# Appendix: Shift product operators and the evolution of $^1$H–$^{19}$F zero-quantum coherence

## A.1 Conventions

The Hamiltonian is divided by $\hbar$ (unit rad s$^{-1}$), couplings $J$ are in Hz, and the density operator evolves as $\sigma(t)=U\sigma(0)U^\dagger$ with $U=e^{-iHt}$. Relaxation is left out. Three spins 1/2 are treated: a proton $I$, a fluorine $S$ and a second proton $K$. In the frame that rotates at the proton carrier for $I$ and $K$ and at the fluorine carrier for $S$, the weak-coupling Hamiltonian is

$$H=\Omega_I I_z+\Omega_S S_z+\Omega_K K_z+2\pi\,(J_{IS}I_zS_z+J_{IK}I_zK_z+J_{SK}S_zK_z).\tag{A1}$$

The offset $\Omega=2\pi\nu$ is the Larmor frequency $-\gamma B_0(1+\delta)$ minus that of the carrier, so for these nuclei of positive $\gamma$ a larger shift $\delta$ means a more negative offset. All terms of (A1) commute and may be applied one at a time in any order.

The shift operators are $I_\pm=I_x\pm iI_y$. From $[I_z,I_\pm]=\pm I_\pm$ it follows that, for any operator $X$ that commutes with all components of $I$,

$$e^{-iXI_zt}\,I_\pm\,e^{iXI_zt}=I_\pm\,e^{\mp iXt}.\tag{A2}$$

With $X=\Omega_I$ this is free precession. With $X=2\pi J_{IK}K_z$ and $(2K_z)^2=1$ it is the coupling rule

$$I_\pm\to I_\pm\,[\cos\pi J_{IK}t\mp i\,2K_z\sin\pi J_{IK}t].\tag{A3}$$

Since $I_x=(I_++I_-)/2$, and likewise for $S_x$,

$$2I_xS_x=\tfrac12\,(I_+S_++I_-S_-+I_+S_-+I_-S_+)=\mathrm{DQ}_x+\mathrm{ZQ}_x,\tag{A4}$$

with $\mathrm{ZQ}_x=\frac12(I_+S_-+I_-S_+)=I_xS_x+I_yS_y$, $\mathrm{ZQ}_y=\frac1{2i}(I_+S_--I_-S_+)=I_yS_x-I_xS_y$ and $\mathrm{DQ}_x=\frac12(I_+S_++I_-S_-)=I_xS_x-I_yS_y$. The operator $I_+S_-$ has coherence orders $p_I=+1$ and $p_S=-1$. The state (A4) is made from the antiphase term $2I_xS_z$ by a 90° pulse about $y$ on $S$. The antiphase term grows as $\sin\pi J_{IS}\tau$ in a preparation echo whose 180° pulses invert $I$ and $S$ but not $K$; this is where the active coupling $J_{IS}$ properly enters.

## A.2 The setting

The three-spin model is a fluorobenzene ring with deuterium at positions 4, 5 and 6 under $^2$H decoupling: $I$ = H2 (ortho), $K$ = H3 (meta), $S$ = F. The all-proton molecule follows in A.8. The inputs are approximate values typical of fluorobenzene in solution, all couplings being positive, and isotope effects on them are ignored.

| pair | F–H2 | F–H3 | F–H4 | H2–H3 | H2–H4 | H2–H5 | H2–H6 | H3–H4 | H3–H5 |
|---|---|---|---|---|---|---|---|---|---|
| $J$ / Hz | 9.0 | 5.7 | 0.3 | 8.4 | 1.1 | 0.4 | 2.7 | 7.5 | 1.8 |

The shifts are about 7.05 (ortho), 7.33 (meta) and 7.13 ppm (para). At a proton frequency of 600 MHz (14.1 T) with the carrier at 7.25 ppm, $\nu_I=120$ Hz and $\nu_K=-48$ Hz, which are 168 Hz apart. The fluorine carrier is set so that $\nu_S=50$ Hz. Then $\nu_I-\nu_S=70$ Hz, $\nu_I+\nu_S=170$ Hz, and

$$J_-=J_{IK}-J_{SK}=2.7\ \text{Hz},\qquad J_+=J_{IK}+J_{SK}=14.1\ \text{Hz}.$$

All results below are those of this model.

## A.3 A wrong attempt

**The argument of this section is wrong, and so is its result (W5).** Write $c=\cos\pi J_{IS}t$ and $s=\sin\pi J_{IS}t$, and take the active coupling first. Rule (A3) is applied to each factor of $I_+S_-$:

$$I_+\to I_+\,(c-i\,2S_z\,s),\tag{W1}$$

$$S_-\to S_-\,(c+i\,2I_z\,s).\tag{W2}$$

Because $UABU^\dagger=(UAU^\dagger)(UBU^\dagger)$, the two are multiplied:

$$I_+S_-\to c^2\,I_+S_-+i\,cs\,\left(I_+S_-\,2I_z-I_+\,2S_z\,S_-\right)+s^2\,I_+\,2S_z\,S_-\,2I_z.\tag{W3}$$

The attempt now reasons as one does for single-quantum coherence: the terms that carry a $z$ factor are antiphase operators, distinct from the in-phase one and not returned by the read-out of the in-phase term, so that

$$\text{in-phase amplitude of } I_+S_- = \cos^2\pi J_{IS}t.\tag{W4}$$

Offsets and the passive spin supply the further factors $e^{-i(\Omega_I-\Omega_S)t}$ and $\cos\pi J_-t$, which gives the envelope

$$A_{\rm wrong}(t)=\cos^2(\pi J_{IS}t)\,\cos(\pi J_-t).\tag{W5}$$

Since $\cos^2\pi J_{IS}t=\frac12+\frac14e^{2\pi iJ_{IS}t}+\frac14e^{-2\pi iJ_{IS}t}$, (W5) is a 1:2:1 triplet of spacing 9.0 Hz, each line of which is a doublet of 2.7 Hz. This makes six zero-quantum lines with outer span $2J_{IS}+J_-=20.7$ Hz and a first null at $1/(2J_{IS})=55.6$ ms. The same reasoning gives six double-quantum lines spanning $2J_{IS}+J_+=32.1$ Hz.

## A.4 The symptom

Counting transitions gives the attempt away. The eigenstates of (A1) are the products $|m_Im_Sm_K\rangle$, with $\alpha$ for $m=+\frac12$ and $\beta$ for $m=-\frac12$, and an element $|a\rangle\langle b|$ of the density operator evolves as $e^{-i(E_a-E_b)t}$, at one frequency and with constant modulus. For the pair $IS$ alone, $I_+S_-=|\alpha\beta\rangle\langle\beta\alpha|$ is one such element. It can give one line, and (W4) demands three. With $K$ present it is the sum of two elements, one for each state of $K$, and (W5) demands six lines.

The same fault appears as a lost norm. Unitary evolution keeps $\mathrm{Tr}(A^\dagger A)$ constant. The Hamiltonian (A1) commutes with $I_z$ and with $S_z$ separately, so $p_I$ and $p_S$ are each conserved. Among the sixteen basis operators of two spins 1/2 only one has $p_I=+1$ and $p_S=-1$. At $t=1/(2J_{IS})$ the amplitude (W4) is zero, and there is no other operator of the same orders to receive the norm. Single-quantum coherence is different: $I_+$ and $I_+2S_z$ both have $p_I=+1$, $p_S=0$, and the coupling exchanges amplitude between them.

At the spectrometer the symptom would be a zero-quantum interferogram that does not vanish near 55.6 ms, and a spectrum with nothing at $\pm J_{IS}$ from the doublet.

## A.5 The faulty line

Lines (W1) to (W3) are correct. The fault is (W4). A product operator holds one factor for each spin, and the terms of (W3) hold two factors for the same spin, so they are not members of the basis and must first be reduced. For spin 1/2, $I_+=|\alpha\rangle\langle\beta|$ and $I_-=|\beta\rangle\langle\alpha|$, hence

$$2I_zI_\pm=\pm I_\pm,\qquad I_\pm\,2I_z=\mp I_\pm.\tag{A5}$$

Operators of different spins commute, so $I_+S_-\,2I_z=-I_+S_-$, $I_+\,2S_zS_-=-I_+S_-$ and $I_+\,2S_zS_-\,2I_z=+I_+S_-$. The two terms in $cs$ cancel, and the last term is the in-phase operator itself:

$$I_+S_-\to\left[c^2+i\,cs\,(-1+1)+s^2\right]I_+S_-=I_+S_-.\tag{A6}$$

What (W4) discarded as antiphase is $\sin^2(\pi J_{IS}t)\,I_+S_-$, exactly the amount it lost. A spin cannot be active and also serve as the passive partner that labels an antiphase term.

## A.6 The mended calculation

*Active coupling.* By (A5), $I_zS_z\,I_+S_-=(\frac12)(-\frac12)I_+S_-$ and $I_+S_-\,I_zS_z=(-\frac12)(\frac12)I_+S_-$. For $I_+S_+$ the products are $(\frac12)(\frac12)$ and $(-\frac12)(-\frac12)$. Therefore

$$[I_zS_z,\,I_+S_\pm]=0.\tag{A7}$$

Both spins flip in the transition, the product $m_Im_S$ has the same value in the two connected states, and the coupling energy cancels from their difference.

*Offsets.* (A2) applied to each spin gives $e^{-i(\Omega_I\pm\Omega_S)t}$ for $I_+S_\pm$.

*Passive spin.* (A2) with $X=2\pi J_{IK}K_z$ for $I$ and $X=2\pi J_{SK}K_z$ for $S$ gives $e^{-2\pi i(J_{IK}\pm J_{SK})K_zt}$. Here $K_z$ commutes with $I_+S_\pm$ and (A5) does not absorb it. Collecting the factors,

$$I_+S_+\to I_+S_+\,e^{-i(\Omega_I+\Omega_S)t}\,[\cos\pi J_+t-i\,2K_z\sin\pi J_+t],\tag{A8}$$

$$I_+S_-\to I_+S_-\,e^{-i(\Omega_I-\Omega_S)t}\,[\cos\pi J_-t-i\,2K_z\sin\pi J_-t].\tag{A9}$$

The adjoints give $I_-S_-$ and $I_-S_+$. With $\Delta=\Omega_I-\Omega_S$, half the sum of (A9) and its adjoint is

$$\mathrm{ZQ}_x\to\cos\pi J_-t\,(\mathrm{ZQ}_x\cos\Delta t+\mathrm{ZQ}_y\sin\Delta t)+\sin\pi J_-t\;2K_z\,(\mathrm{ZQ}_y\cos\Delta t-\mathrm{ZQ}_x\sin\Delta t).\tag{A10}$$

Each of $\mathrm{ZQ}_x$ and $\mathrm{DQ}_x$ contains $\frac12\,2I_xS_x$, so the part of (A4) that is found again as $2I_xS_x$, and that a 90° pulse about $-y$ on $S$ returns to $2I_xS_z$, is

$$a(t)=\tfrac12\cos[(\Omega_I-\Omega_S)t]\cos\pi J_-t+\tfrac12\cos[(\Omega_I+\Omega_S)t]\cos\pi J_+t.\tag{A11}$$

The level scheme confirms (A9): the difference $E(\alpha\beta m_K)-E(\beta\alpha m_K)$ equals $\Omega_I-\Omega_S+2\pi J_-m_K$. Further weakly coupled passive spins each contribute a factor of the same form. The zero-quantum signal of the model is a doublet of splitting 2.7 Hz centred at 70 Hz, with envelope $A(t)=\cos\pi J_-t$ and first null at $1/(2J_-)=185$ ms; the double-quantum signal is a doublet of 14.1 Hz at 170 Hz. The difference and the sum depend on the relative sign of the two passive couplings: were the signs opposite, the two splittings would change places.

## A.7 Size of the error in the three-spin model

| $t$ / ms | $A$ | $A_{\rm wrong}$ |
|---|---|---|
| 20 | 0.986 | 0.703 |
| 40 | 0.943 | 0.171 |
| 55.6 | 0.891 | 0 |
| 80 | 0.778 | 0.316 |
| 111.1 | 0.588 | 0.588 |

The third and fifth rows are taken at exactly $1/(2J_{IS})$ and $1/J_{IS}$. The slip loses the whole signal where 0.891 of it remains, and it is right only at multiples of $1/J_{IS}$ and at the nulls of $A$. It places the first null too early by a factor 3.3 and makes the multiplet too wide by a factor $20.7/2.7=7.7$. The two true lines appear at the right frequencies but with weight 1/4 each in place of 1/2, and four spurious lines of weight 1/8 are added. The root-mean-square width is $J_-/2=1.35$ Hz for the doublet. The false triplet adds the variance $J_{IS}^2/2$, which gives $\frac12(J_-^2+2J_{IS}^2)^{1/2}=6.5$ Hz, larger by a factor 4.8.

*Neglected terms.* Equation (A1) omits the flip-flop term $\pi J_{IK}(I_+K_-+I_-K_+)$ of the two protons. With it, each state $m_S=\pm\frac12$ of the fluorine holds an AB system of effective offset difference $d_\pm=\nu_I-\nu_K\pm\frac12(J_{IS}-J_{SK})$, that is 169.65 and 166.35 Hz. The two mixed levels lie at $\nu_Sm_S-\frac14J_{IK}\pm\frac12C$ with $C=(d^2+J_{IK}^2)^{1/2}$, so $C_+=169.858$ Hz and $C_-=166.562$ Hz. The unmixed levels, in which both protons have the same $m$, lie at $\nu_Sm_S+(\nu_I+\nu_K)m+(J_{IS}+J_{SK})m_Sm+\frac14J_{IK}$. The two strong zero-quantum lines are then

$$\nu_{\alpha,\beta}=\tfrac12(\nu_I+\nu_K)-\nu_S\pm\left[\tfrac12J_{IK}-\tfrac14(J_{IS}+J_{SK})\right]+\tfrac12C_\pm,\tag{A12}$$

with the upper sign for $K$ near $\alpha$. For the inputs taken as exact they fall at 71.454 and 68.756 Hz, with centre 70.105 Hz and splitting 2.698 Hz. Expansion in $J_{IK}/d$, with $d=168$ Hz, gives a centre shift $J_{IK}^2/4d=0.105$ Hz and a change of splitting $-J_{IK}^2(J_{IS}-J_{SK})/4d^2=-0.002$ Hz. The active coupling thus reaches the splitting only through state mixing, far below the 0.1 Hz to which the inputs are given. The mixing moves a fraction $\frac12(1-d_\pm/C_\pm)$, about $6\times10^{-4}$, of the intensity into two weak lines.

The deuterons are not negligible without decoupling. Couplings scale with $\gamma_D/\gamma_H\approx0.154$, so the effective passive couplings are $0.154\,(2.7-9.0)=-1.0$ Hz for D6 and $0.154\,(0.4-5.7)=-0.8$ Hz for D5, which rival the 2.7 Hz splitting.

## A.8 The all-proton molecule

H2 and H6 have the same shift, so their coupling is never weak and (A9) cannot be used with $K$ = H6. The pulses excite $A=T_+S_-$ with $T_+=I_{2+}+I_{6+}$, and the full coupling $2\pi J_{26}\mathbf I_2\cdot\mathbf I_6$ commutes with every component of $\mathbf T$.

With only F, H2 and H6 present, the rest of the Hamiltonian depends on the protons through $T_z$ alone, so $J_{26}$ drops out and may be set to zero. Then (A9) holds for each term of $A$ with $J_-=0-J_{\rm F,H6}$, and the envelope is $\cos(\pi J_{\rm F,H6}t)$: a doublet of 9.0 Hz, where a first-order reading would give $|2.7-9.0|=6.3$ Hz. The 9.0 Hz equals the active coupling by symmetry but belongs to the passive partner. It is no support for (W4), which would add a triplet on top of it.

With the meta protons present, H2 and H6 see effective offsets that differ by $J_{23}-J_{25}=8.0$ Hz when H3 and H5 are antiparallel and by nothing when they are parallel. Against $J_{26}=2.7$ Hz this is neither limit, and the line positions need a diagonalisation. The width does not. The normalised signal $\mathrm{Tr}[A^\dagger A(t)]/\mathrm{Tr}(A^\dagger A)$ is a sum of lines with non-negative weights. If $[H,A]=\omega_0A+B$ with $B$ orthogonal to $A$, the centre is $\omega_0$ and the variance is $\mathrm{Tr}(B^\dagger B)/\mathrm{Tr}(A^\dagger A)$. Take the couplings between ortho, meta and para groups as weak and those within a group in full. The H2–H6 and H3–H5 terms commute with $A$, the active couplings vanish by (A7), and every passive spin contributes an orthogonal term. The effective couplings for H2–F are 2.7 (H3), 0.8 (H4), $-5.3$ (H5) and $-9.0$ Hz (H6), so

$$\Delta\nu_{\rm rms}=\tfrac12\,(2.7^2+0.8^2+5.3^2+9.0^2)^{1/2}\ \text{Hz}=5.4\ \text{Hz}.\tag{A13}$$

Treating H6 to first order would give 4.4 Hz. The slip adds $2J_{IS}^2$ under the root and gives 8.4 Hz, which is 54 % too large. The 2.7 Hz doublet of A.6 is therefore a property of the deuterated, decoupled model; ordinary fluorobenzene has the broader multiplet.

For the para proton as $I$, the couplings within the ortho and meta pairs commute with all that acts on $I_+S_-$, and (A9) applies spin by spin. The effective couplings are $1.1-9.0=-7.9$ Hz (twice) and $7.5-5.7=1.8$ Hz (twice), a triplet of triplets spanning 19.4 Hz. The slip widens it by only 0.6 Hz and scales the envelope by 0.991 at 100 ms. This is comparable with the second-order shift from the meta protons, on average $J_{34}^2/2d=0.23$ Hz for $d=120$ Hz, so this coherence is a poor test of the rule.

## A.9 An etch gas: CHF$_3$

Trifluoromethane, used in the plasma etching of silicon dioxide, is an AX$_3$ system with $|J_{\rm HF}|$ of about 79 Hz; take it dissolved, again without relaxation. The fluorines are magnetically equivalent, so $J_{\rm FF}$ drops out for the symmetric operator $I_+(S_{1-}+S_{2-}+S_{3-})$. In each term one fluorine is active and two are passive with effective coupling $J_{\rm HF}-0$. The envelope is $\cos^2\pi J_{\rm HF}t$, a true 1:2:1 triplet spanning 158 Hz, which has the form of (W4) for a different reason. The slip turns it into $\cos^4\pi J_{\rm HF}t$, a quintet spanning 316 Hz. At $t=1/(4J_{\rm HF})=3.16$ ms the model's envelope is 0.50 and the slip gives 0.25.